The simplest sketch of a direct-gap semiconductor is two parabolas facing each other at the zone centre Γ, so the lowest empty level ought to climb steadily with distance from Γ. In this GGA calculation on InP, without spin-orbit coupling, it does start lowest there, at 0.755 eV. It reaches 2.517 eV halfway to X, then drops to 1.773 eV at X itself. At W, barely farther out than X, it stands at 4.340 eV.

Band energies of zinc-blende InP (two-atom cell) at selected k points, from plane-wave DFT in ABINIT 10.8.3 with the PW91 functional and JTH PAW PBE v2.0 sp datasets (In 4d in the core), without spin polarisation or spin-orbit coupling. The k mesh is 8×8×8 and the wave cutoff 544 eV; levels are numbered outward from the gap, with the valence top as zero.

| point a (reciprocal cell vector) | point b (reciprocal cell vector) | point c (reciprocal cell vector) | level under 4 (eV) | level under 3 (eV) | level under 2 (eV) | level under 1 (eV) | level over 1 (eV) | level over 2 (eV) |
| --- | --- | --- | --- | --- | --- | --- | --- | --- |
| 0.0000 | 0.0000 | 0.0000 | -11.510 | 0.000 | 0.000 | 0.000 | 0.755 | 4.134 |
| 0.2500 | 0.0000 | 0.0000 | -10.914 | -3.474 | -0.556 | -0.556 | 1.834 | 4.834 |
| 0.2500 | 0.2500 | 0.0000 | -10.707 | -3.378 | -1.410 | -1.410 | 2.517 | 3.185 |
| -0.2500 | 0.2500 | 0.0000 | -10.094 | -4.783 | -2.831 | -1.023 | 3.043 | 5.144 |
| -0.3750 | 0.3750 | 0.0000 | -9.398 | -5.588 | -3.308 | -1.930 | 2.381 | 4.448 |
| 0.5000 | 0.5000 | 0.0000 | -9.370 | -5.748 | -2.306 | -2.306 | 1.773 | 2.286 |
| -0.2500 | 0.5000 | 0.2500 | -9.321 | -5.573 | -2.977 | -2.894 | 4.340 | 4.440 |

Point a, b and c give the wave vector k in fractions of the reciprocal cell vectors. From top to bottom, the rows are Γ, halfway Γ–L, halfway Γ–X, two thirds of Γ–K, K, X and W. Eight valence electrons fill four bands, so level under 4 to level under 1 are the whole valence set, here bands 1 to 4; level over 1 and 2 are the empty bands 5 and 6. All energies count from the valence top.

The geometry of the zone explains much of the pattern. A state at k is a mixture of plane waves k+G, with G a reciprocal lattice vector, and without any atoms each wave has the energy E = ħ²|k+G|²/2m. With cube edge a = 5.861 Å the natural unit ħ²(2π/a)²/2m is 4.379 eV. This empty-lattice estimate has no adjustable constant; its zero is placed at band 1 at Γ, and all seven rows are compared with it in the output after the text.

W is the clearest case. There k = (1, −½, 0) in units of 2π/a, four waves share |k+G|² = 1.25, and the next set lies at 3.25. The four filled bands use up the lower set exactly, so a vertical gap of 2 × 4.379 = 8.76 eV exists before any atom is put in.

The calculated gap at W is 7.234 eV, so the estimate overshoots it by 1.5 eV. The reason is visible in the numbers: the crystal potential spreads the lower four levels over 6.4 eV and pushes band 4 up further than band 5. At the other six points bands 4 and 5 coincide in the empty lattice, and the whole gap there is the work of the atoms.

The potential splits such a set according to where each combination of waves puts its charge: the combinations that gain most energy are filled, and the others stay empty. At halfway Γ–X, two thirds Γ–K, K and X this opens nearly the same vertical gap, 3.9 to 4.3 eV. Band 5 also sits a similar 3.6 to 4.6 eV above its empty-lattice value at these four points, close enough to keep their free-electron order, and W, whose empty set starts far higher, stays on top: band 5 rises as X < K < halfway Γ–X < two thirds Γ–K < W in both. X is low because the waves in its set have the shortest wave vectors, with |k+G|² = 2 against 3 at Γ. As energies the estimates are poor, missing the table by 2.3 eV rms, so only grouping and order should be read from them.

The two irregular rows are Γ and halfway Γ–L. The empty lattice ranks them second and third highest, the calculation lowest and third lowest. At Γ symmetry sorts eight equal waves into pure s-like and p-like combinations: a bonding p triple, mainly P 3p, at the valence top, an antibonding s level at 0.755 eV, an antibonding p triple of which 4.134 eV is one member, and a second s-like level too high to be in the table. An s state reaches in to the nuclei and feels a less screened charge, and In 5s lies well below In 5p, so the antibonding s level drops far below its p partner. These orbital labels are standard theory for zinc-blende crystals and were not tested by projection here; that the halfway Γ–L level is low because it keeps much of this s character is a guess consistent with its symmetry.

Joining the two effects gives the expected reason for the hump, though the orbital weights were not computed. Away from Γ symmetry lets the state mix with p character and lose its s advantage, which would make band 5 rise steeply, while the plane-wave trend toward X runs downhill. Band 6 shows that descent, falling by about 0.9 eV in each half of Γ–X and coming within 0.668 eV of band 5 at the midpoint. The two levels have the same symmetry on this line, so theory has them repel and exchange character, though three points cannot trace that. The general rule is a contest: the deeper the antibonding s level, the more securely Γ holds the minimum, and otherwise the geometric low at X competes, as can the level at L, which is not in the table. Here Γ wins: it lies 1.018 eV below X, and the gap over the run's whole 8×8×8 mesh, which includes L, is the same 0.755 eV as at Γ.

The difference between In and P shows at X. With two equal atoms symmetry would make bands 1 and 2 coincide there, and likewise bands 5 and 6. Here the first pair is 3.622 eV apart, because band 1 settles on the deep P 3s orbital, and the second pair 0.513 eV. The link is a symmetry argument, untested here against an equal-atom crystal. In 4d is frozen in the core, so the level at −11.510 eV is not a d band.

The Γ gap is the number to handle with most care. It is about half the measured value of roughly 1.4 eV (recalled), the usual GGA shortfall, though other settings enter too. Spin-orbit coupling would split the triple zero at Γ by roughly 0.1 eV (recalled) and narrow the gap slightly, and the frozen 4d shell removes a p–d repulsion that would also narrow it. The antibonding s level moves with bond length, and since the cutoff is too short for a reliable stress, the cell is not shown to be at this functional's equilibrium.

Printed output of the fit:

```
a = 5.861 A, energy unit hbar^2(2pi/a)^2/2m = 4.379 eV; table rounding 0.0005 eV
bands 1-4 filled, 5-6 empty; zero of both sets at band 1, Gamma; valence width 11.510 eV
point, k (2pi/a) | empty-lattice bands 1-6 (eV)
Gamma       0.00   0.00   0.00 |   0.00  13.14  13.14  13.14  13.14  13.14
half G-L   -0.25   0.25   0.25 |   0.82   7.39  11.77  11.77  11.77  13.96
half G-X    0.00   0.00   0.50 |   1.09   9.85   9.85   9.85   9.85   9.85
2/3 G-K     0.50  -0.50   0.00 |   2.19   6.57   6.57  10.95  10.95  15.33
K           0.75  -0.75   0.00 |   4.93   4.93   4.93   9.30   9.30  13.68
X           0.00   0.00   1.00 |   4.38   4.38   8.76   8.76   8.76   8.76
W           1.00  -0.50   0.00 |   5.47   5.47   5.47   5.47  14.23  14.23
point, table minus empty lattice, bands 1-6 | vertical gap 4-5: table, empty lattice (eV)
Gamma       0.00  -1.63  -1.63  -1.63  -0.87   2.51 | 0.755 0.00
half G-L   -0.22   0.65  -0.81  -0.81   1.58   2.39 | 2.390 0.00
half G-X   -0.29  -1.72   0.25   0.25   4.18   4.84 | 3.927 0.00
2/3 G-K    -0.77   0.16   2.11  -0.46   3.61   1.33 | 4.066 0.00
K          -2.81   1.00   3.28   0.28   4.59   2.27 | 4.311 0.00
X          -2.24   1.38   0.45   0.45   4.53   5.04 | 4.079 0.00
W          -3.28   0.46   3.06   3.14   1.62   1.72 | 7.234 8.76
worst miss 5.04 eV (X, band 6); rms miss 2.31 eV
degenerate empty-lattice sets fully tabulated: its energy, table mean, table spread (eV)
  half G-L  bands 3-5:  11.77  11.75  2.390
  half G-X  bands 2-6:   9.85  11.41  6.563
  2/3 G-K   bands 2-3:   6.57   7.70  1.952
  2/3 G-K   bands 4-5:  10.95  12.52  4.066
  K         bands 1-3:   4.93   5.41  6.090
  K         bands 4-5:   9.30  11.74  4.311
  X         bands 1-2:   4.38   3.95  3.622
  X         bands 3-6:   8.76  11.37  4.592
  W         bands 1-4:   5.47   6.32  6.427
band 5 order, table:         Gamma < X < half G-L < K < half G-X < 2/3 G-K < W
band 5 order, empty lattice: X < K < half G-X < 2/3 G-K < half G-L < Gamma < W
band 5 above Gamma minimum (eV): half G-L 1.079, half G-X 1.762, 2/3 G-K 2.288, K 1.626, X 1.018, W 3.585
band 5 fall, half G-X to X 0.744 eV; 2/3 G-K to K 0.662 eV
band 6 fall, Gamma to half G-X 0.949 eV; half G-X to X 0.899 eV
band 1 rise (eV): half G-L 0.596, half G-X 0.803, 2/3 G-K 1.416, K 2.112, X 2.140, W 2.189
band 1 rise / free value: half G-L 0.73, half G-X 0.73, 2/3 G-K 0.65, K 0.43, X 0.49, W 0.40
split 2-1 (eV): Gamma 11.510, half G-L 7.440, half G-X 7.329, 2/3 G-K 5.311, K 3.810, X 3.622, W 3.748
split 3-2 (eV): Gamma 0.000, half G-L 2.918, half G-X 1.968, 2/3 G-K 1.952, K 2.280, X 3.442, W 2.596
split 4-3 (eV): Gamma 0.000, half G-L 0.000, half G-X 0.000, 2/3 G-K 1.808, K 1.378, X 0.000, W 0.083
split 6-5 (eV): Gamma 3.379, half G-L 3.000, half G-X 0.668, 2/3 G-K 2.101, K 2.067, X 0.513, W 0.100
lowest band 2 minus highest band 1, these rows: 3.573 eV
drop of band 2 / drop of band 4 from Gamma: half G-L 6.25, half G-X 2.40
band edges in the run output: 0.7550 eV apart
```
